# The static Bethe–Salpeter equation as a Liouville problem on occupied orbitals

## Premises and conventions

Hartree atomic units hold in the derivation, eV and Å in the numbers. The system is a closed-shell insulator. The density matrix $\rho$ is counted per spin, so the density is $n(\mathbf r)=2\rho(\mathbf r,\mathbf r)$. Time dependence is $e^{-i\omega t}$, with $\omega\to\omega+i\eta$.

1. **Quasiparticles.** $H_0$ is a static Hermitian one-body operator with eigenpairs $\varepsilon_n,\phi_n$ and a gap. The ground state is the projector $\rho_0=P=\sum_v|\phi_v\rangle\langle\phi_v|$ on $N_v$ orbitals, $[H_0,P]=0$, and $Q=1-P$. Every quasiparticle has unit weight.
2. **Screening.** $W(\mathbf r,\mathbf r')$ is the screened interaction at zero frequency, real and symmetric, and it is held fixed when $\rho$ changes.
3. **Orbitals** are real, as in a large supercell at $\Gamma$. Bloch states follow in Step 6.

Premise 2 fixes the kernel. In $\Sigma=iGW$ an instantaneous $W$ picks out $G(\mathbf r t,\mathbf r't^+)=i\rho(\mathbf r,\mathbf r',t)$, which gives the screened exchange $\Sigma_{\rm SX}=-W\rho$, a product point by point in $(\mathbf r,\mathbf r')$. The static Coulomb-hole term depends on $W$ alone and does not vary. For a spin-independent perturbation $\rho=P+\rho_1$,

$$\delta H[\rho_1](\mathbf r,\mathbf r')=2\,\delta(\mathbf r-\mathbf r')\!\int\! v(\mathbf r-\mathbf r'')\rho_1(\mathbf r'',\mathbf r'')\,d\mathbf r''-W(\mathbf r,\mathbf r')\rho_1(\mathbf r,\mathbf r').\tag{1}$$

The factor 2 appears because both spins feed the Hartree potential, while exchange acts within one spin.

## Step 1: linearisation

The density matrix obeys $i\dot\rho=[H_0+\delta H[\rho_1]+V,\;P+\rho_1]$. The zeroth order $[H_0,P]$ vanishes.

**Predict:** which commutators survive at first order in $V$?

Three do, since $\rho_1$ and $\delta H$ are both of first order: $[H_0,\rho_1]$, $[\delta H,P]$ and $[V,P]$. For one frequency component,

$$(\omega-\mathcal L)\rho_1=[V,P],\qquad \mathcal L\rho_1=[H_0,\rho_1]+[\delta H[\rho_1],P].\tag{2}$$

## Step 2: equation (2) is the BSE

Set $U=V+\delta H$ and take matrix elements of (2) between eigenstates, with $f_n=1$ for occupied and 0 for empty states:

$$\rho_{1,mn}=\frac{f_n-f_m}{\omega-\varepsilon_m+\varepsilon_n}\,U_{mn}\equiv(L_0U)_{mn}.\tag{3}$$

The same factor comes from the Green's function side. With an instantaneous kernel the electron and hole lines enter and leave at equal times, so the free pair propagator is $\int\frac{d\omega'}{2\pi i}G_m(\omega+\omega')G_n(\omega')$. For $m$ empty and $n$ occupied, only the pole $\omega'=\varepsilon_n+i0$ lies in the upper half plane, and its residue is $1/(\omega-\varepsilon_m+\varepsilon_n)$. The reverse case gives the opposite sign, and equal occupations give zero because both poles lie on one side. Time-ordered and retarded forms differ only in the sign of $i\eta$ in the antiresonant terms. Writing $\delta H=\Xi\rho_1$ and $\rho_1=LV$, equation (3) reads $L=L_0+L_0\,\Xi\,L$, the BSE with the singlet kernel $\Xi=2v-W$ and with $\delta W/\delta G$ dropped.

## Step 3: which blocks of $\rho_1$ exist

**Predict:** $\rho_1$ splits into $P\rho_1P$, $P\rho_1Q$, $Q\rho_1P$ and $Q\rho_1Q$. Which blocks can be nonzero?

A real symmetric $W$ keeps $\delta H(t)$ Hermitian, so the evolution is unitary and $\rho^2=\rho$ persists. At first order $\rho_1=P\rho_1+\rho_1P$. Sandwiching with $P$ gives $P\rho_1P=2P\rho_1P=0$, and with $Q$ gives $Q\rho_1Q=0$. Equation (3) agrees through $f_n-f_m$. Hence $\rho_1=Q\rho_1P+P\rho_1Q$.

**Predict:** one side of each block is occupied. What are the natural unknowns, and how many sets are needed?

The projected orbitals $Q\phi_v$ themselves are zero. The unknowns are the projected *responses*, and there are two sets, because $\rho_1(\omega)$ is not Hermitian: $\rho_1(\omega)^\dagger=\rho_1(-\omega^*)$. Define $a_v=Q\rho_1\phi_v$ and $b_v=Q\rho_1^{T}\phi_v$, with $T$ the exchange of $\mathbf r$ and $\mathbf r'$. Inserting $P$ as a sum over $v$,

$$\rho_1(\mathbf r,\mathbf r')=\sum_v\left[a_v(\mathbf r)\phi_v(\mathbf r')+\phi_v(\mathbf r)\,b_v(\mathbf r')\right].\tag{4}$$

These $2N_v$ functions, each orthogonal to the occupied space, carry all of $\rho_1$.

## Step 4: projected equations

Apply (2) to $\phi_v$ and project with $Q$. Since $Q$ commutes with $H_0$, $Q[H_0,\rho_1]\phi_v=(H_0-\varepsilon_v)a_v$. Since $QP=0$, $Q[U,P]\phi_v=QU\phi_v$. For the other block transpose (2). $H_0$ and $P$ are symmetric and a transposed commutator changes sign, so $-\omega\rho_1^T=[H_0,\rho_1^T]+[U^T,P]$. With a local $V$,

$$\omega\,a_v=(H_0-\varepsilon_v)a_v+Q\,\delta H\,\phi_v+QV\phi_v,\qquad -\omega\,b_v=(H_0-\varepsilon_v)b_v+Q\,\delta H^{T}\phi_v+QV\phi_v.\tag{5}$$

Insert (4) into (1). The Hartree part depends on $\sum_w\phi_w(a_w+b_w)$. The screened part gives one term from each half of (4), and the transpose swaps $a$ and $b$. Define operators on a batch $\{a_v\}$:

$$(\mathcal Da)_v=(H_0-\varepsilon_v)a_v,\qquad (\mathcal K^xa)_v=Q\,\phi_v(\mathbf r)\!\int\! v\sum_w\phi_wa_w,$$

$$(\mathcal K^da)_v=Q\sum_wa_w(\mathbf r)\!\int\! W(\mathbf r,\mathbf r')\phi_w\phi_v,\qquad(\mathcal K^{c}a)_v=Q\sum_w\phi_w(\mathbf r)\!\int\! W(\mathbf r,\mathbf r')a_w\phi_v,$$

where $Q$ acts on the whole function of $\mathbf r$ and the integrals run over $\mathbf r'$. With $\mathcal A=\mathcal D+2\mathcal K^x-\mathcal K^d$ and $\mathcal B=2\mathcal K^x-\mathcal K^c$,

$$\left[\omega\begin{pmatrix}1&0\\0&-1\end{pmatrix}-\begin{pmatrix}\mathcal A&\mathcal B\\ \mathcal B&\mathcal A\end{pmatrix}\right]\begin{pmatrix}a\\b\end{pmatrix}=\begin{pmatrix}\{QV\phi_v\}\\ \{QV\phi_v\}\end{pmatrix}.\tag{6}$$

Only $H_0$, $v$, $W$ and occupied orbitals occur, the last also through $Q=1-\sum_v|\phi_v\rangle\langle\phi_v|$. This form is due to Rocca, Lu and Galli (2010).

## Step 5: equivalence with the transition-space matrix

**Predict:** expand $a_v=\sum_cX_{vc}\phi_c$ and $b_v=\sum_cY_{vc}\phi_c$. Which pairs of indices share a coordinate in $\mathcal K^d$ and in $\mathcal K^c$?

The empty eigenstates are an orthonormal basis of the range of $Q$, so the expansion is a unitary change of basis. With $(pq|w|rs)=\iint\phi_p\phi_q(\mathbf r)\,w\,\phi_r\phi_s(\mathbf r')$, projection on $\phi_c$ gives

$$A_{vc,v'c'}=(\varepsilon_c-\varepsilon_v)\delta_{vv'}\delta_{cc'}+2(cv|v|v'c')-(cc'|W|v'v),$$

$$B_{vc,v'c'}=2(cv|v|c'v')-(cv'|W|c'v).\tag{7}$$

These are the resonant and coupling blocks of the static singlet BSE. Equation (6) is therefore that BSE with *every* empty state that the one-particle basis spans, and with the coupling included. The Tamm–Dancoff approximation is the further step $\mathcal B=0$.

## Step 6: the dielectric function of a crystal

Take $V=Ex$, the energy of an electron in a field $E$ along $x$. Removing the $\mathbf G=0$ component of $v$ from $\mathcal K^x$ makes $E$ the macroscopic field. Let $d_v=Qx\phi_v$, let $\Omega$ be the cell volume, and count traces and batch products per cell. The polarisation is $-2\,{\rm Tr}(x\rho_1)/\Omega$, with ${\rm Tr}(x\rho_1)=d\cdot s$ and $s=a+b$. With $t=a-b$, the difference and the sum of the two rows of (6) are $\omega s=(\mathcal A-\mathcal B)t$ and $\omega t=(\mathcal A+\mathcal B)s+2Ed$. Eliminating $t$,

$$\varepsilon_M(\omega)=1+\frac{16\pi}{\Omega}\;d\cdot\left[(\mathcal A-\mathcal B)(\mathcal A+\mathcal B)-\omega^2\right]^{-1}(\mathcal A-\mathcal B)\,d,\tag{8}$$

where $16\pi=4\pi\times2\,(\text{spin})\times2$. This is one matrix element of a resolvent. A Lanczos recursion started from $d$ yields it for all $\omega$ from repeated action of the operators on batches. With Bloch states the batches carry a label $\mathbf k$, time reversal $\phi_{v,-\mathbf k}=\phi^*_{v\mathbf k}$ replaces reality, and the screened terms couple $\mathbf k$ to $\mathbf k'$ through $W(\mathbf k-\mathbf k')$, whose integrable $1/q^2$ head needs explicit treatment. Rocca, Ping, Gebauer and Galli (2012) applied this to crystals, diamond among them.

**Predict:** three ingredients of (8) could still hide sums over empty states. Which?

- **The dipole.** $x$ is not periodic, but $Q[H_{\rm KS},x]\phi_v=(H_{\rm KS}-\varepsilon_v^{\rm KS})d_v$ for a Kohn–Sham Hamiltonian with the same $P$, and $[H_{\rm KS},x]=-ip_x+[V_{\rm NL},x]$ is periodic ($V_{\rm NL}$ is the nonlocal pseudopotential). This linear Sternheimer system is solvable in the range of $Q$ because of the gap.
- **The screening.** The static independent-particle response to any trial potential follows from (5) with $\omega=0$, $\delta H=0$ and $H_{\rm KS}$ in place of $H_0$. Iterating on it gives the leading eigenpotentials of the dielectric matrix and a separable $W$, truncated at a chosen number of terms.
- **$H_0$ itself.** It must act as an operator. A scissor form $H_{\rm KS}+\Delta\,Q$ does, and so does a self-consistent static COHSEX operator. A list of state-by-state $GW$ energies means $\sum_c|\phi_c\rangle\varepsilon_c\langle\phi_c|$ and brings back the empty states that it lists.

## Step 7: what the complete space guarantees

Over a wide energy range the integrated spectrum is the natural test. Expand $(\omega-\mathcal L)^{-1}=\omega^{-1}+\omega^{-2}\mathcal L+\dots$ in (2). The first term gives ${\rm Tr}(x[x,P])=0$. The second needs $\mathcal L[x,P]$.

**Predict:** what do the Hartree and the screened parts of (1) return for $\rho_1=[x,P]$?

The kernel is $(x-x')\rho_0(\mathbf r,\mathbf r')$. Its diagonal vanishes, so the Hartree part is zero. The screened part is $-(x-x')W\rho_0=[x,\Sigma_{\rm SX}]$ with $\Sigma_{\rm SX}=-W\rho_0$. The Jacobi identity with $[H_0,P]=0$ gives $[H_0,[x,P]]=[[H_0,x],P]$. Together, $\mathcal L[x,P]=[[h,x],P]$ with $h=H_0-\Sigma_{\rm SX}$, and cyclic permutation gives

$${\rm Tr}\,(x\,\mathcal L[x,P])={\rm Tr}\,(P\,[x,[h,x]])=2\,d\cdot(\mathcal A-\mathcal B)\,d,\tag{9}$$

the last form from the large-$\omega$ limit of (8). If $H_0$ is kinetic energy, a local potential and the same $\Sigma_{\rm SX}$, then $[x,[h,x]]=1$, the trace is $N_v$, and $\varepsilon_M\to1-\omega_p^2/\omega^2$ with $\omega_p^2=8\pi N_v/\Omega=4\pi n$. The $f$-sum rule holds exactly.

For the scissor form with local $H_{\rm KS}$, $h=H_{\rm KS}+\Delta Q-\Sigma_{\rm SX}$ has two extra terms. From $PQ=0$, ${\rm Tr}\,P[x,[Q,x]]=2\,{\rm Tr}(PxQx)=2\,d\cdot d$, which also equals $\iint(x-x')^2\rho_0^2=2\,{\rm Tr}(Px^2)-2\,{\rm Tr}(PxPx)$. For any kernel $[x,[\Sigma,x]](\mathbf r,\mathbf r')=-(x-x')^2\Sigma$, so the other term is $-\iint(x-x')^2W\rho_0^2$. The Kramers–Kronig relation turns the $\omega^{-2}$ coefficient into the first moment:

$$\int_0^\infty\!\omega\,\varepsilon_2\,d\omega=\frac{\pi}{2}\omega_p^2(1+\delta),\qquad \delta=2\xi^2(\Delta-\bar W),\tag{10}$$

with $\xi^2=d\cdot d/N_v$ the squared localisation length and $\bar W$ the average of $W$ with weight $(x-x')^2\rho_0^2$. The scissor adds spectral weight and the electron–hole attraction removes it. A basis truncated in $c$ replaces $[x,P]$ by a part of it, so (9) fails. The Tamm–Dancoff form has the moment $d\cdot\mathcal A\,d$, which also differs from (9).

## Numerical illustration: diamond

Intermediate values are carried unrounded, with $e^2=14.40$ eV Å and $\hbar^2/m=7.620$ eV Å$^2$.

**Sum-rule scale.** Take the typical lattice constant $a=3.567$ Å, with 32 valence electrons per cube. Then $n=0.7051$ Å$^{-3}$, $\hbar\omega_p=(4\pi ne^2\hbar^2/m)^{1/2}=31.18$ eV and $\frac{\pi}{2}(\hbar\omega_p)^2=1527$ eV$^2$. The running integral is usually quoted as electrons per atom, $N_{\rm eff}$, with plateau $4(1+\delta)$.

**Size of the empty space.** Free-electron counting with $k_F=(3\pi^2n)^{1/3}=2.7535$ Å$^{-1}$ and $E_F=28.9$ eV puts $4[(E_F+40\ {\rm eV})/E_F]^{3/2}=14.7$ bands within reach of 40 eV photons, about 11 of them empty. An assumed cutoff of 60 Ry gives $\Omega k_c^3/6\pi^2=601$ plane waves per $\mathbf k$ for $\Omega=a^3/4$, so (6) carries 597 empty bands implicitly.

**Model for $\rho_0$.** Treat each bond as a doubly occupied isotropic Gaussian orbital, the ground state of a harmonic well, with $\langle x^2\rangle=\sigma^2$, and drop cross terms between bonds. The dipole reaches one level at $E_0=\hbar^2/2m\sigma^2$, and $\xi^2=\sigma^2$. Fit $E_0$ to the measured $\varepsilon_\infty=5.7$ (compiled value, Skelton 2020) by $\varepsilon_\infty-1=(\hbar\omega_p/E_0)^2$. This gives $E_0=14.38$ eV, $\sigma^2=0.2649$ Å$^2$ and $\sigma=0.5147$ Å.

**Predict:** what does (10) become here?

In eV and Å, $\delta=2\sigma^2(\Delta-\bar W)\,m/\hbar^2=(\Delta-\bar W)/E_0$.

**Model for $W$.** Assume $\varepsilon(q)=1+[(\varepsilon_\infty-1)^{-1}+q^2/q_{\rm TF}^2]^{-1}$, which tends to $\varepsilon_\infty$ at small $q$ and to 1 at large $q$. Algebra gives $1/\varepsilon(q)=\varepsilon_\infty^{-1}+(1-\varepsilon_\infty^{-1})\,q^2/(q^2+\kappa^2)$ with $\kappa^2=q_{\rm TF}^2\,\varepsilon_\infty/(\varepsilon_\infty-1)$, so that

$$W(s)=\frac{e^2}{s}\left[\frac1{\varepsilon_\infty}+\Big(1-\frac1{\varepsilon_\infty}\Big)e^{-\kappa s}\right],\qquad s=|\mathbf r-\mathbf r'|.$$

From $q_{\rm TF}^2=4k_F/\pi a_0$ follow $q_{\rm TF}=2.574$ Å$^{-1}$ and $\kappa=2.835$ Å$^{-1}$.

For one orbital $\rho_0^2=\phi^2(\mathbf r)\phi^2(\mathbf r')$, so the relative vector is Gaussian with variance $2\sigma^2$ per component. Isotropy replaces $(x-x')^2$ by $s^2/3$, and the radial weight is $s^4e^{-s^2/4\sigma^2}$. The weighted mean of $1/s$ is $2/(3\sqrt\pi\,\sigma)=0.7308$ Å$^{-1}$, a bare interaction of 10.52 eV. The fully screened part is $10.52/5.7=1.846$ eV. Numerical integration shows that the factor $e^{-\kappa s}$ reduces the mean of $1/s$ to a fraction 0.0468, which adds 0.406 eV. Thus $\bar W=2.25$ eV.

**Scissor.** The measured gap of 5.48 eV (compiled value, Chen 2018) minus a typical LDA gap of about 4.1 eV gives $\Delta=1.4$ eV. This choice folds the phonon renormalisation of the measured gap into $\Delta$.

| kernel, $\Delta=1.4$ eV | $\delta$ | plateau of $N_{\rm eff}$ |
|---|---|---|
| no $W$ terms | $+0.097$ | 4.4 |
| full kernel | $-0.059$ | 3.8 |

**Terms that rival the result.** $\delta$ is a difference of two comparable energies. Dropping the short-range part of $W$ gives $-0.031$. An assumed $\Delta=2.0$ eV gives $-0.02$. The pole $E_0$ was fitted to the interacting $\varepsilon_\infty$ although $\sigma$ belongs to the Kohn–Sham states. A shift of $E_0$ by an amount of order $\Delta$ changes $\delta$ by about a tenth of itself. Finally, a local $H_{\rm KS}$ implies core states. The sum rule of a valence orbital includes negative strengths to the filled $1s$ level, so the valence-to-empty weight is larger than 4. Slater orbitals with approximate exponents 5.7 and 1.625 bohr$^{-1}$ give $\langle1s|z|2p_z\rangle=0.0695$ bohr. With an approximate spacing of 285 eV, $f=2\,\Delta E\,|z|^2=0.10$. Two spins and a half-filled $2p_z$ leave 0.10 electron per atom, or $+0.025$ in $\delta$. In a pseudopotential calculation the term ${\rm Tr}\,P[x,[V_{\rm NL},x]]/N_v$ stands in this place and has to be evaluated.

These numbers are the model's, not diamond's. The model says that a scissor alone inflates the integrated spectrum by about a tenth, and that the screened kernel brings the plateau back to within a few per cent of four electrons per atom, with a sign that the inputs do not settle.

## Range of validity

The equivalence of (6) and (7) is exact algebra under premises 1 to 3, within a given one-particle basis and for the same $W$. It removes the truncation in empty bands. It leaves the basis cutoff, the $\mathbf k$ mesh, the number of eigenpotentials in $W$ and the length of the Lanczos chain to be converged.

- A gap and integer occupations are needed for $\rho_0^2=\rho_0$. Fractional occupations make $PP$-type blocks nonzero, and (4) is then incomplete.
- $[H_0,P]=0$ is needed. A nonlocal self-energy added to Kohn–Sham orbitals must have its $P$–$Q$ blocks removed or be made self-consistent.
- A static $W$ is needed for a closed equation in the equal-time $\rho$. It is justified when exciton binding energies are small against the plasma energy, 31 eV on the count above. A frequency-dependent $W$ couples two times and has no form (2).
- Unit weights and real energies omit lifetimes, plasmon satellites and double excitations. These matter more for final states tens of eV above the gap, where one rigid $\Delta$ is also least justified. The high-energy spectrum is the converged solution of the static model, which is less than a statement about the solid.
- Nuclei are clamped and only vertical transitions occur, so the phonon-assisted absorption that begins near the indirect gap of diamond is absent.
- Triplets follow by deleting $2\mathcal K^x$. Spin–orbit coupling requires spinor batches, with the factor 2 replaced by explicit spin sums.